Six calculations treat one and the same crystal of layered boron nitride, with every atom in the same place. What changes from row to row is the numerical machinery: the program, the potential that stands in for the core electrons, and the basis in which the valence electrons are described. Given five of the results, how closely can the sixth be predicted?

SIESTA and Ansatz DFT calculations of layered boron nitride (P6_3/mmc, 4 atoms per cell) at one fixed geometry, with the PBE functional and without spin polarisation or spin–orbit coupling. Both gaps are taken on a 12×12×4 k mesh, with Fermi–Dirac smearing of 0.05 eV. The basis column gives the orbital set for SIESTA and the plane-wave cutoff for Ansatz.

```
program                                                                         potentials   basis  gap (eV)  direct gap (eV)
 SIESTA                         Ansatz NC, converted to PSML, two zetas on semicore shells     DZP     4.235            4.592
 SIESTA           PseudoDojo 0.5 standard, converted to PSML, two zetas on semicore shells     DZP     4.266            4.612
 SIESTA  SPMS 1.0, converted to PSML, two zetas o semicore shells or PseudoDojo by element     DZP     4.269            4.617
 SIESTA  SG15 1.2, converted to PSML, two zetas o semicore shells or PseudoDojo by element     DZP     4.286            4.626
 Ansatz                                                                Ansatz PAW accurate  900 eV         ?                ?
 Ansatz                                                                         Ansatz PAW  420 eV     4.295            4.664
```

The column "gap" is the energy from the highest filled level to the lowest empty one anywhere on the mesh of crystal momenta. "Direct gap" is the smallest such distance at a single momentum. The mesh can miss the true band edges, so both are values on the mesh, which is the same in all rows. The direct gap is the larger in every known row, so the two columns rest on different pairs of levels and test the machinery in two places.

**The four SIESTA rows**

SIESTA builds its levels from a small set of atom-centred orbitals, here of the size called DZP. The four potential sets come from different makers, though the labels of two leave open that one element took its potential from PseudoDojo. The remark on semicore shells in the labels has no bearing here, because boron and nitrogen have no such shell outside the core. The orbitals are normally made anew for each potential, so errors of the basis enter the comparison too. Yet the gap moves by only 0.05 eV among the four rows, about one per cent of its value. A likely reason is the chemistry that the rows share. The filled levels at the top belong mainly to nitrogen and the empty ones above them mainly to boron, and every potential is built to reproduce the valence levels of these two atoms.

An error that shifts both edges by the same amount would drop out of the gap, but here there is little to cancel. On SIESTA's own energy scale, the highest filled level spreads by only 0.04 eV over the four runs, and the lowest empty one by 0.07 eV. Between programs, only distances between levels can be compared. The 420 eV run of Ansatz puts the highest filled level more than 12 eV above the SIESTA values, because the two programs count energy from different zeros.

The pressure of the same runs spreads by 3.9 GPa, although the cell never changes. A percentage would mean little here, because pressure passes through zero at the equilibrium volume. In layers as stiff as these, a few GPa may amount to only a small change of bond length. Pressure is a slope of the total energy, to which all filled levels contribute. It therefore tests the potentials in another way, and agreement in the gap cannot stand in for it.

**The PAW row at 420 eV**

The next known result comes from another program, Ansatz, with another treatment of the core, PAW, and with plane waves in place of atomic orbitals. The cutoff of 420 eV is the highest kinetic energy admitted to the basis. Its gap lies so close to the highest SIESTA value that the difference needs no explanation. Its direct gap stands 0.038 eV above the highest SIESTA value, which is more than the whole SIESTA spread of 0.034 eV.

One might have expected the opposite. A small basis, so the argument runs, describes empty levels worst, pushes them up and widens the gap. But in a fixed potential a smaller basis raises the filled levels too, and the gap can move either way.

The hydrogen atom shows this in its simplest form. Describe its 1s level and its 2p level by one Gaussian function each, and the compact 1s level rises by about 2 eV, the more spread-out 2p level by only about 0.3 eV. The poorer basis has narrowed the distance between them. The analogy reaches no further than that: hydrogen has one electron in a known potential, while in the crystal the potential responds to the electrons and also differs from row to row. That the compact nitrogen orbitals play the part of the 1s level here is a guess.

A neighbouring series, with one potential kept and the SIESTA basis enlarged step by step, would show whether the small basis does narrow the gap here. Its total energy would fall at each step if each basis contained the one before. Its gap would be free to rise or fall until both edges had settled.

**The row at 900 eV**

The withheld run shares its program, its PAW treatment and its plane waves with the row at 420 eV. It differs in two ways: it uses a more accurate PAW set, and its cutoff is more than doubled. The cutoff's share can be estimated beforehand from the pressure of the 420 eV run.

When a crystal expands with a fixed number of plane waves, its cutoff drops, and the energy suffers from the poorer basis. The pressure computed in this way is therefore too low. The Pulay correction $\Delta P$ repairs it, and so reveals how steeply the energy $E$ still falls with the cutoff $E_\text{cut}$. Because the cutoff scales as $V^{-2/3}$ with the cell volume $V$,

$$\left|\frac{dE}{d\ln E_\text{cut}}\right| = \frac{3}{2}\,V\,\Delta P .$$

The volume is $4 \times 8.97 = 35.9$ Å³ and the correction is 0.594 GPa. With 1 eV/Å³ equal to 160 GPa, the slope is $1.5 \times 35.9 \times 0.594/160 = 0.20$ eV per cell. Going from 420 to 900 eV multiplies this by $\ln(900/420) = 0.76$, which gives 0.15 eV, or about 0.01 eV for each of the 16 valence electrons.

That figure is on the high side, since the slope normally flattens as the basis improves. It is also an average over the filled levels, so it gives only the order of magnitude by which one of them may move. That the empty edge moves no more than this is an assumption. Whatever part of the movement the two edges share cancels in the gap. The cutoff thus gives no reason to shift the forecast away from the value at 420 eV.

The change of PAW set is harder to judge, and the error bar has to cover it. The four SIESTA rows show how much a gap scatters when the potential is exchanged, together with the orbitals made for it. Two independent draws from such a scatter differ typically by $\sqrt{2}$ times its standard deviation, and this is the bar adopted. Borrowing it from another program is a judgement, not a derivation.

The forecasts are:

- **Gap:** 4.295 ± 0.03 eV, above the lowest SIESTA row, but with no order against the other three.
- **Direct gap:** 4.664 ± 0.02 eV, and hence above every SIESTA row.

There is another way to read the known rows. Perhaps program and basis do not matter, and all results scatter about one common mean. That view predicts 4.270 eV for the gap, too close to the first forecast for a clear decision. For the direct gap it predicts 4.622 eV, which lies outside the bar, so the direct gap is the better judge.

The withheld rows as computed:

```
program           potentials   basis  gap (eV)  direct gap (eV)
 Ansatz  Ansatz PAW accurate  900 eV     4.292            4.667
```

Both forecasts hold. The gap comes out 0.003 eV below its predicted value and the direct gap 0.003 eV above, and differences this small deserve no cause of their own. The direct gap also lies above every SIESTA row, as predicted.

The common mean fares differently in the two columns. It misses the gap by 0.022 eV, which the bar would have forgiven. It misses the direct gap by 0.045 eV, about twice the bar. The higher direct gap at 420 eV was therefore no stray value of one run: it returns with a different PAW set and a much larger basis.

What the two Ansatz rows have in common is a whole package of program, PAW treatment and plane waves. The table shows that the package matters for the direct gap, but not which part of it does. The hydrogen example shows only that a small basis could act in this direction.

The bars proved generous, about ten times the miss for the gap and seven times for the direct gap. They were drawn from potentials of different makers, whereas the two PAW sets come from one source and may share much of their construction. That would explain the close agreement, though a single pair of runs cannot establish it. Nor do the small misses confirm the estimate for the cutoff, because cutoff and PAW set changed together and their effects may have partly cancelled.

For practical use, the size of the disagreement matters more than its order. All six gaps lie within 0.06 eV of one another, so any of these set-ups gives nearly the same PBE gap for this crystal. Agreement among them is not agreement with experiment, since PBE usually makes the gap of an insulator too small. Changing the program will not mend this, because the error sits in the functional that all the rows share.

The same reasoning can be tried on another insulator, though one crystal cannot prove it. Potentials built to reproduce the same atomic valence levels should give similar distances between the bands, and so similar gaps, even where two programs print the levels themselves on different scales. The differences that remain need not be the same for the gap and the direct gap, so both are worth comparing. The printed analysis below gives the spreads over the SIESTA rows, the forecasts taken from the 420 eV row, and the comparison with the mean of the five known rows.

Numerical output:

```
Spread of the gap over the SIESTA rows (eV): 0.051
Spread of the direct gap over the SIESTA rows (eV): 0.034
Gap of PAW 420 eV less highest SIESTA gap (eV): 0.009
Direct gap of PAW 420 eV less highest SIESTA direct gap (eV): 0.038
Forecast of the withheld gap (eV): 4.295
Error bar of the gap forecast (eV): 0.03004
Forecast of the withheld direct gap (eV): 4.664
Error bar of the direct gap forecast (eV): 0.02034
Rival forecast of the gap from the common mean (eV): 4.27
Rival forecast of the direct gap from the common mean (eV): 4.622
Pulay correction of the pressure at 420 eV (GPa): 0.5942
Energy slope per unit of ln cutoff (eV per cell): 0.1996
Upper estimate of energy still to gain up to 900 eV (eV per valence electron): 0.009508
Spread of the pressure over the SIESTA rows (GPa): 3.898
Computed gap of the withheld row (eV): 4.292
Miss of the gap, computed less forecast (eV): -0.003
Miss of the rival for the gap, computed less forecast (eV): 0.0218
Computed direct gap of the withheld row (eV): 4.667
Miss of the direct gap, computed less forecast (eV): 0.003
Miss of the rival for the direct gap, computed less forecast (eV): 0.0448
Direct gap less gap:
     row  difference in eV
  SIESTA             0.357
  SIESTA             0.346
  SIESTA             0.348
  SIESTA              0.34
  Ansatz             0.375
  Ansatz             0.369
```
